**Q.** We handle fluorinated C$_4$ dienes, alkynes and cyclobutenes, and I would like a feel for how far apart their isomers lie. What sizes should I carry in my head?

**A.** Three sizes matter, and they come from density-functional energies at three levels. Turning a fluorinated diene into an alkyne of the same formula costs 60 to 90 kJ/mol. Breaking up a CF$_2$ group by moving fluorine on an unchanged skeleton costs roughly 10 to 30 kJ/mol. Closing the diene to a cyclobutene costs about as little as moving a fluorine, although tens of kJ/mol is the small remainder of two terms near a hundred.

Relative energies of fluorinated isomers, computed with Ansatz 0.2.0 as gas-phase single points in the def2-TZVPP basis at PBE0-D4/def2-TZVP geometries, with open shells unrestricted. Each value is the electronic energy above the molecule under "against", the lowest at PBE0-D4 among the computed isomers of that formula and spin, without zero-point or thermal terms.

```tsv
isomer (SMILES)	against	formula	spin multiplicity	bonds gained (+) and lost (-)	PBE-D4 (kJ/mol)	r2SCAN-D4 (kJ/mol)	PBE0-D4 (kJ/mol)
FC1=CCC1	C=CC=CF	C4H5F	1	+2 C-C -1 C=C	27.9	35.8	18.8
CC#CCF	C=CC=CF	C4H5F	1	+1 C#C +1 C-C -2 C=C	67.7	68.0	63.3
C#CCCF	C=CC=CF	C4H5F	1	+1 C#C +1 C-C -2 C=C	85.8	83.1	79.0
F[C]=CF	[CH]=C(F)F	C2HF2	2	none	24.6	32.7	29.7
C=C(F)C(=C)F	C=CC=C(F)F	C4H4F2	1	none	8.8	6.9	8.7
FC=CC=CF	C=CC=C(F)F	C4H4F2	1	none	10.9	14.0	13.3
FC1(F)C=CC1	C=CC=C(F)F	C4H4F2	1	+2 C-C -1 C=C	26.9	29.6	14.6
C=CC(F)=CF	C=CC=C(F)F	C4H4F2	1	none	28.1	29.9	29.8
```

Each entry is the electronic energy of the isomer above the molecule under "against", without zero-point or thermal terms. In the SMILES strings `=` is a double bond, `#` a triple bond, a repeated digit closes a ring, and a bracketed carbon carries the unpaired electron. Spin multiplicity 1 is a closed shell and 2 a doublet radical. "None" under bonds means that the bond types are unchanged while fluorine changes place.

**Q.** Ring closure trades a $\pi$ bond for a $\sigma$ bond, and $\sigma$ bonds are stronger. Why are the rings not the lowest isomers?

**A.** By bond count they should be. Rough recalled mean bond energies are 350 kJ/mol for C–C and 610 for C=C. Closing the ring gains two C–C and loses one C=C, so

$$\Delta E_\text{count} = -(2\times 350 - 610) = -90\ \text{kJ/mol}.$$

For 1-fluorocyclobutene, `FC1=CCC1`, PBE0-D4 gives $+18.8$. What the count leaves unexplained is $18.8 + 90 \approx 110$ kJ/mol, and the difluoro ring leaves about 105. Nothing was fitted here, and with such rough bond energies only the size, about a hundred, means anything.

That remainder has a standard origin. A four-membered ring forces angles near 90° on carbons that prefer tetrahedral or trigonal angles, so the ring bonds bend and overlap less well. The diene also loses the conjugation of its two double bonds, which is in place in both reference dienes, since their computed structures are planar and s-trans. The numbers show only the sum of these penalties, mixed with any effect of fluorine's place and with the error of the mean bond energies. The division into strain and conjugation is theory. Together they cancel the $\sigma$-bond gain with a little to spare, and that leaves the rings just above the dienes.

**Q.** And the alkynes, which have no strain?

**A.** Here the count points upward from the start. The second $\pi$ bond between one pair of carbons is weaker than the first: with a rough 840 for the triple bond, the steps are $610-350=260$ and $840-610=230$. Gathering two $\pi$ bonds on one pair of atoms thus costs about 30 kJ/mol before conjugation is considered.

The terminal alkyne `C#CCCF` lies 15 to 18 kJ/mol above the internal one, `CC#CCF`, at the three levels. The standard reason is that an alkyl group stabilises a triple bond, through a short, strong sp–sp$^3$ bond and hyperconjugation, and the internal alkyne has two such groups instead of one. Fluorine also sits one carbon further from the triple bond in the terminal isomer, so the gap is not a pure alkyl effect.

**Q.** Can I simply think of these as the C$_4$H$_6$ hydrocarbons with a fluorine attached?

**A.** The parent family is a good first picture, with a clear limit. Rough recalled enthalpies above butadiene are 36 kJ/mol for 2-butyne, 47 for cyclobutene and 55 for 1-butyne. The picture gets right that the diene is lowest and that the terminal alkyne lies some 20 above the internal one. It gets the ring wrong: among the hydrocarbons cyclobutene falls between the alkynes, while in C$_4$H$_5$F it lies far below both at every level.

Against those parents the fluorinated alkynes are 24 to 32 kJ/mol higher and the rings 11 to 32 lower. The comparison sets electronic energies against enthalpies, so it mixes the effect of fluorine with zero-point motion and with the error of the functional. For the rings, ordinary chemistry argues the direction: fluorine binds better to a carbon that has more carbon neighbours to share its positive charge, and by Bent's rule a CF$_2$ group prefers the p-rich hybrids of an sp$^3$ carbon. For the alkynes the shift is nearly the same in both rows, which points to something they share. Both move a single fluorine from an sp$^2$ carbon, where its lone pair reaches a $\pi$ bond, to a CH$_2$F group, which may cost energy. A bias of the functionals toward the diene would raise both as well. A CH$_2$F group pulling against an electron-hungry sp carbon fits less well, since only `CC#CCF` has the two side by side. None of these causes is tested here.

The two ring rows should not be subtracted to get the effect of a second fluorine. `FC1(F)C=CC1` opens directly to its reference, 1,1-difluorobutadiene. `FC1=CCC1` opens to 2-fluorobutadiene, so its entry also contains the move of fluorine from the end of the chain to an inner carbon.

**Q.** Four rows change no bond type at all, yet they are far from zero and far from equal. Why?

**A.** All four break up a CF$_2$ group, and geminal fluorines stabilise each other. Each fluorine draws charge from the carbon, so the second makes the carbon more positive and strengthens the ionic part of both C–F bonds. The structures of the reference molecules are consistent with this, though a bond length is not an energy: C–F is 1.34 Å in `C=CC=CF` and about 0.03 Å shorter in `C=CC=C(F)F`, against a rounding of about 0.01 Å. Atomic charges are poor evidence here, because the Mulliken and Löwdin schemes give that carbon opposite signs.

A single geminal cost is not enough, since the rows fall into two groups, near 10 and near 30 kJ/mol. The high group has fluorine on both ends of one C=C bond. Theory offers a reason: a fluorine lone pair donates into the $\pi^*$ orbital and pushes $\pi$ density toward the far carbon. Two fluorines on one carbon push the same way, and two on separate double bonds largely work on their own. Two on opposite ends of one double bond push against each other, and each gets less out of the donation.

**Q.** Can that be put into numbers?

**A.** Write $E = G + Vn$, where $G$ is the cost of breaking up CF$_2$, $V$ the extra cost of opposed fluorines, and $n=1$ if both ends of one C=C carry fluorine and $0$ otherwise. The fit uses the three closed-shell dienes. At PBE0-D4 the 2,3 and 1,4 isomers have $n=0$, so $G=(8.7+13.3)/2=11.0$ kJ/mol. The 1,2 isomer then fixes $V = 29.8-11.0=18.8$, so $V$ rests on one row and its perfect fit there means nothing.

The test is the radical `F[C]=CF`, kept out of the fit because it is a doublet with fluorine on the radical carbon. It has $n=1$, so the model gives $G+V=29.8$ against 29.7 in the table. Agreement that close is luck, for the table lies 3.5 kJ/mol below the model at PBE-D4 and 2.8 above it at r2SCAN-D4. A few kJ/mol is the honest accuracy, from two parameters on three rows and one test.

A rule for alkenes can carry over if the $\pi$ bond stays intact and if fluorine on the radical carbon adds little of its own. Only the first condition can be looked at here. The reference radical is bent at the CH carbon, about 140°, as fits an unpaired electron in the molecular plane with the $\pi$ bond left intact. Its $\langle S^2\rangle$ of about 0.76 is close to the 0.75 of a pure doublet. Both facts concern the reference `[CH]=C(F)F` only.

**Q.** I would have blamed plain repulsion between neighbouring fluorines. The 2,3 isomer has them on adjacent carbons too.

**A.** That is what makes it the telling row. If any vicinal pair paid the same penalty, 2,3 and 1,2 would coincide, and the model built that way misses each by about 10 kJ/mol at PBE0-D4, where the opposed-donation model misses by at most 2.3. Across the central single bond each fluorine polarises its own C=C, and $n=0$. The test is not clean, since an s-trans 2,3 isomer also holds its fluorines far apart in space. Repulsion that fades with distance is therefore not ruled out.

The model fails to separate 2,3 from 1,4, which differ by 2.1 to 7.1 kJ/mol with 2,3 lower at each level. A preference of fluorine for the inner, more substituted carbon would give that sign, but this is a guess. The strings fix neither E or Z for the 1,4 and 1,2 isomers and the radical nor the conformer of 2,3, and one conformer need not be the lowest. Such choices are worth several kJ/mol, so the order of 2,3 and 1,4 is not secure, whereas the step of 16 to 17 from 1,4 to 1,2 is much larger.

**Q.** How much of this depends on the functional?

**A.** The spread is smallest for the closed-shell positional isomers, at most 3.1 kJ/mol, since like bonds cancel there. It is at most 6.8 for the alkynes. The radical changes no bond type either, yet it spreads by 8.1, so counting changed bonds does not predict the spread in every row. It reaches 15 and 17 for the rings, which are small differences of large terms and exchange a $\pi$ bond for a $\sigma$ bond.

From PBE-D4 to PBE0-D4 the rings drop by 9.1 and 12.3 kJ/mol and the alkynes by smaller amounts. This is the direction expected from delocalisation error: a gradient-corrected functional favours the conjugated chain, and exact exchange takes part of that favour away. r2SCAN-D4 has no exact exchange and puts the rings 7.9 and 2.7 above PBE-D4. Three functionals disagreeing show part of the uncertainty, since they may also share an error, and they do not tell which is nearest the truth.

The order within each formula happens to be the same at all three levels, but the difluoro ring slides across the whole gap. It sits 1.3 kJ/mol above the 1,4 diene at PBE0-D4 and 0.3 below the 1,2 diene at r2SCAN-D4. Zero-point energy, which these energies leave out and which differs between a ring and a chain, could reverse either near tie. Its place among the dienes is therefore open, and the row-by-row shifts and residuals stand in the printed output below.

Output of the analysis:

```
Energies in kJ/mol; triples are PBE / r2SCAN / PBE0; rounding 0.05 per entry, 0.1 per difference
1. Bond count (rough recalled C-C 350, C=C 610, C#C 840) and PBE0 remainder
  FC1=CCC1       count  -90  PBE0  18.8  remainder +108.8
  CC#CCF         count  +30  PBE0  63.3  remainder  +33.3
  C#CCCF         count  +30  PBE0  79.0  remainder  +49.0
  F[C]=CF        count   +0  PBE0  29.7  remainder  +29.7
  C=C(F)C(=C)F   count   +0  PBE0   8.7  remainder   +8.7
  FC=CC=CF       count   +0  PBE0  13.3  remainder  +13.3
  FC1(F)C=CC1    count  -90  PBE0  14.6  remainder +104.6
  C=CC(F)=CF     count   +0  PBE0  29.8  remainder  +29.8
  terminal minus internal alkyne: +18.1 / +15.1 / +15.7
  table minus rough recalled parent hydrocarbon gap (enthalpy, includes zero point):
  FC1=CCC1       parent 47  difference -19 / -11 / -28
  CC#CCF         parent 36  difference +32 / +32 / +27
  C#CCCF         parent 55  difference +31 / +28 / +24
  FC1(F)C=CC1    parent 47  difference -20 / -17 / -32
2. F position, E = G + V*n fitted to 2,3 / 1,4 / 1,2 dienes; doublet predicted only
  G only: G +15.9 / +16.9 / +17.3
    rms 8.6 / 9.6 / 9.1; PBE0 residuals by row -8.6 / -4.0 / +12.5
    doublet, table minus model: +8.7 / +15.8 / +12.4
  F,F on one C=C: G +9.8 / +10.4 / +11.0; V +18.3 / +19.5 / +18.8
    rms 0.9 / 2.9 / 1.9; PBE0 residuals by row -2.3 / +2.3 / +0.0
    doublet, table minus model: -3.5 / +2.8 / -0.1
  any vicinal F,F: G +10.9 / +14.0 / +13.3; V +7.6 / +4.4 / +6.0
    rms 7.9 / 9.4 / 8.6; PBE0 residuals by row -10.5 / +0.0 / +10.6
    doublet, table minus model: +6.1 / +14.3 / +10.4
  1,4 minus 2,3: +2.1 / +7.1 / +4.6 ; 1,2 minus 1,4: +17.2 / +15.9 / +16.5
  C-F lengths (A, about 0.01 from rounding): C=CC=CF 1.34; C=CC=C(F)F 1.31 1.32; [CH]=C(F)F 1.31 1.31
  shortening CHF to CF2 in the diene: 0.03 A
3. Levels: PBE0-PBE, r2SCAN-PBE, r2SCAN-PBE0, spread
  FC1=CCC1        -9.1  +7.9 +17.0  17.0
  CC#CCF          -4.4  +0.3  +4.7   4.7
  C#CCCF          -6.8  -2.7  +4.1   6.8
  F[C]=CF         +5.1  +8.1  +3.0   8.1
  C=C(F)C(=C)F    -0.1  -1.9  -1.8   1.9
  FC=CC=CF        +2.4  +3.1  +0.7   3.1
  FC1(F)C=CC1    -12.3  +2.7 +15.0  15.0
  C=CC(F)=CF      +1.7  +1.8  +0.1   1.8
  C4H5F same order at all levels: True; smallest gap +18.1 / +15.1 / +15.7
  C4H4F2 same order at all levels: True; smallest gap +1.2 / +0.3 / +1.3
  CF2 ring minus 1,4: +16.0 / +15.6 / +1.3 ; 1,2 minus CF2 ring: +1.2 / +0.3 / +15.2
  whole D4 energy of C=CC=CF: -16.0 / -4.0 / -13.3; r2SCAN minus PBE0 +9.3
  whole D4 energy of C=CC=C(F)F: -16.9 / -4.3 / -14.1; r2SCAN minus PBE0 +9.8
  PBE force on F in C=CC=C(F)F 0.89 eV/A; F^2/2k with rough recalled k 37 eV/A^2: about 1 kJ/mol
```
